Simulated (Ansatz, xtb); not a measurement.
# C4H10Ge: which of two isomers lies lower

We compare X, `[CH3][GeH]1[CH2]C[CH2]1`, a singlet, with Y, `C[C@@H]1C[CH2][GeH2]1`, a singlet. Both are isolated molecules in the gas phase, relaxed with r2SCAN-D4/def2-SVP.

X (Å):

```xyz
15

C     1.2518    0.7167   -1.0160
C    -1.9589    0.7903   -0.2010
C    -2.1513   -0.5831   -0.9009
C    -1.0960   -1.4667   -0.1805
Ge   -0.1230    0.2029    0.2739
H     2.1603    0.1103   -0.8795
H     1.5234    1.7765   -0.8946
H     0.8834    0.5666   -2.0421
H     0.3852    0.4103    1.7183
H    -2.1293    1.6830   -0.8220
H    -2.5782    0.8747    0.7074
H    -1.8867   -0.4917   -1.9688
H    -3.1836   -0.9774   -0.8667
H    -1.5067   -1.9283    0.7328
H    -0.6239   -2.2552   -0.7862
```

Y (Å):

```xyz
15

C     0.7750    1.1124    0.0523
C    -0.0437   -0.1002   -0.3463
C    -0.9647    0.0349   -1.5916
C    -2.0975   -0.9742   -1.2728
Ge   -1.6503   -0.7442    0.6438
H     1.3645    0.9251    0.9641
H     1.4852    1.3980   -0.7447
H     0.1315    1.9869    0.2461
H     0.6117   -0.9814   -0.4791
H    -1.3802    1.0592   -1.6161
H    -0.4535   -0.1234   -2.5600
H    -3.0977   -0.7243   -1.6550
H    -1.8404   -1.9953   -1.5988
H    -2.4400    0.3877    1.3307
H    -1.5703   -1.9659    1.5801
```

Estimate E(Y) − E(X) at the level CCSD(T)/def2-SVP + ΔMP2/def2-TZVPP.

Calculated at CCSD(T)/def2-SVP + ΔMP2/def2-TZVPP: E(Y) − E(X) = +7.5 kcal/mol, so structure X lies lower.

How the difference moves with the method:

| level | geometry | E(Y) − E(X) (kcal/mol) | departure from the last row (kcal/mol) | job, with rough time for the two |
| --- | --- | --- | --- | --- |
| GFN2-xTB | GFN2-xTB | −2.8 | −10.3 | optimisation, 0.14 s |
| HF/STO-3G | GFN2-xTB | +7.8 | +0.3 | single point, 0.44 s |
| r2SCAN-D4/def2-SVP//GFN2-xTB | GFN2-xTB | +6.0 | −1.5 | single point, 4 s |
| r2SCAN-D4/def2-SVP | r2SCAN-D4/def2-SVP | +5.2 | −2.3 | optimisation, 72 s |
| HF/def2-SVP | r2SCAN-D4/def2-SVP | +5.2 | −2.3 | part of the CCSD(T) run |
| MP2/def2-SVP | r2SCAN-D4/def2-SVP | +4.5 | −3.0 | part of the CCSD(T) run |
| CCSD(T)/def2-SVP | r2SCAN-D4/def2-SVP | +3.9 | −3.6 | single point |
| CCSD(T)/def2-SVP + ΔMP2/def2-TZVPP | r2SCAN-D4/def2-SVP | +7.5 |  | single point, 63 s |

As drawn, Y has 1 C–C, 1 Ge–H in place of 1 C–Ge, 1 C–H.

GFN2-xTB puts the two in the other order. The largest departure from CCSD(T)/def2-SVP + ΔMP2/def2-TZVPP is that of GFN2-xTB, 10.3 kcal/mol. The last row adds to CCSD(T) the change of the MP2 difference between the two basis sets, here +3.6 kcal/mol, a large step that makes the value less sure.

With thermal terms from frequencies at re-optimised GFN2-xTB minima (ideal gas, soft modes damped towards free rotors, one conformer each, 298.15 K, 1 atm): the zero-point term adds −0.6 kcal/mol; ΔH is +6.6 and ΔG +7.4 kcal/mol.

The correlated steps freeze 13 core orbitals; the filled d shell of Ge is correlated, in a basis made for valence electrons. Mirror images aren't counted in ΔG. Run with Ansatz 0.2.0, xtb 6.7.1; the last row on 4 threads of Arm Neoverse V1 on a shared host.

The preference for methyl on germanium follows from the bond exchange: X keeps a strong C–H bond and a polar Ge–C bond, where Y has a C–C bond and a weaker Ge–H bond. By typical bond energies Ge–H is somewhat stronger than Ge–C, but C–H is stronger than C–C by a larger margin, so the sum favours X. Both isomers contain the same four-membered germacycle, so ring strain should largely cancel.

The ordering is already present at Hartree–Fock level, and correlation in the small basis narrows the gap without creating it. The preference is therefore mainly a matter of bond polarity and bond strength, not of dispersion. The close agreement of HF/STO-3G with the final value is probably a cancellation of errors. Entropy slightly reinforces the preference for X, perhaps because the methyl group turns more freely about the longer Ge–C bond. The result concerns relative stability within this pair, and says nothing about how easily either ring opens or whether an acyclic isomer lies lower.
